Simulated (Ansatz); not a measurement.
Zr3Pb: the change of pressure and energy above lowest point with volume scale

Free energy against uniform scaling of the volume at fixed shape and fractions; periodic cell, basis, potentials, k mesh and filling as listed. The results are calculated, by Ansatz 0.2.0.

The cell before it is scaled or strained (space group I4/mmm, No. 139):
```
Zr3Pb
1.0
     -2.1923     2.1923     4.8196
      2.1923    -2.1923     4.8196
      2.1923     2.1923    -4.8196
Zr Pb
3 1
Direct
  0.75000 0.25000 0.50000
  0.25000 0.75000 0.50000
  0.50000 0.50000 0.00000
  0.00000 0.00000 0.00000
```

Settings of every row: functional PBEsol; dispersion D3(BJ); potentials PAW; wave cutoff 500 eV; density cutoff 2000 eV; k mesh 7x7x7; k shift 0x0x0; occupations fermi dirac; smearing width 0.15 eV; spin none.

Limits: coarse k mesh, up to 40 meV an atom off; no spin-orbit coupling, which can matter with elements this heavy; the cell comes from a prototype or a list of computed structures and needn't be the stable phase.

| row | volume scale | V (Å³/atom) | pressure (GPa) | energy above lowest point (meV/atom) |
| --- | --- | --- | --- | --- |
| 1 | 0.88 | 20.384 | 6.13 | 18.8 |
| 2 | 0.92 | 21.311 | 0.57 | 0 |
| 3 | 0.96 | 22.237 | -3.92 | 10.1 |
| 4 | 1 | 23.164 | -7.54 | 43.7 |
| 5 | 1.04 | 24.09 | -10.46 | 96 |
| 6 | 1.08 | 25.017 | ? | ? |
| 7 | 1.12 | 25.944 | -14.66 | 243.1 |

Question: what pressure and energy above lowest point should row 6 give?

Worked fit of pressure. Take u = (V_r/V)^(2/3) − 1 with V_r = 22.7 Å³ an atom, which is twice the finite (Eulerian) strain; such expansions in the strain, on which the Birch-Murnaghan equation of state is built, carry the rest volume and the bulk modulus. The shown rows have u = 0.07438, 0.04299, 0.01383, -0.0134, -0.03885, -0.0852. Least squares give pressure = −5.825 + 132.94 × u + 359.5 × u² + 191 × u³ GPa; a parabola predicts inner rows, each left out in turn, worse (root mean square 0.031 against 0.0037 GPa). All shown rows lie on it to the printed digit. The pressure vanishes at u = 0.0395, or V = 21.42 Å³ an atom, and there the bulk modulus at fixed shape and fractions is B = −V dP/dV = (2/3)(1 + u) dP/du = 112 GPa. Letting shape and atoms relax would as a rule lower it, by much in layered, chain or molecular crystals. The withheld row has u = -0.06274, so the fit gives −5.825 + 132.94 × (-0.06274) + 359.5 × (-0.06274)² + 191 × (-0.06274)³ = -12.80 GPa.

The calculation gave -12.8 GPa. The fit meets it to the printed digit.

Worked fit of energy above lowest point. Take u = (V_r/V)^(2/3) − 1 with V_r = 22.7 Å³ an atom, which is twice the finite (Eulerian) strain; such expansions in the strain, on which the Birch-Murnaghan equation of state is built, carry the rest volume and the bulk modulus. The shown rows have u = 0.07438, 0.04299, 0.01383, -0.0134, -0.03885, -0.0852. Least squares give energy above lowest point = 24.29 − 1236.8 × u + 15630 × u² meV/atom; a straight line predicts inner rows, each left out in turn, worse (root mean square 39 against 0.078 meV/atom). The rows lie off it by 0.0, 0.0, -0.1, 0.0, 0.1, 0.0. Its lowest point lies at u = 0.0396, or V = 21.42 Å³ an atom, and the curvature there gives the bulk modulus at fixed shape and fractions, B = (4/9)(1 + u)² E″(u)/V = 112 GPa. Letting shape and atoms relax would as a rule lower it, by much in layered, chain or molecular crystals. The withheld row has u = -0.06274, so the fit gives 24.29 − 1236.8 × (-0.06274) + 15630 × (-0.06274)² = 163.4 meV/atom.

The calculation gave 163.5 meV/atom. The fit lies 0.1 meV/atom (0.041 % of the column's range) below it, one unit of the last digit.
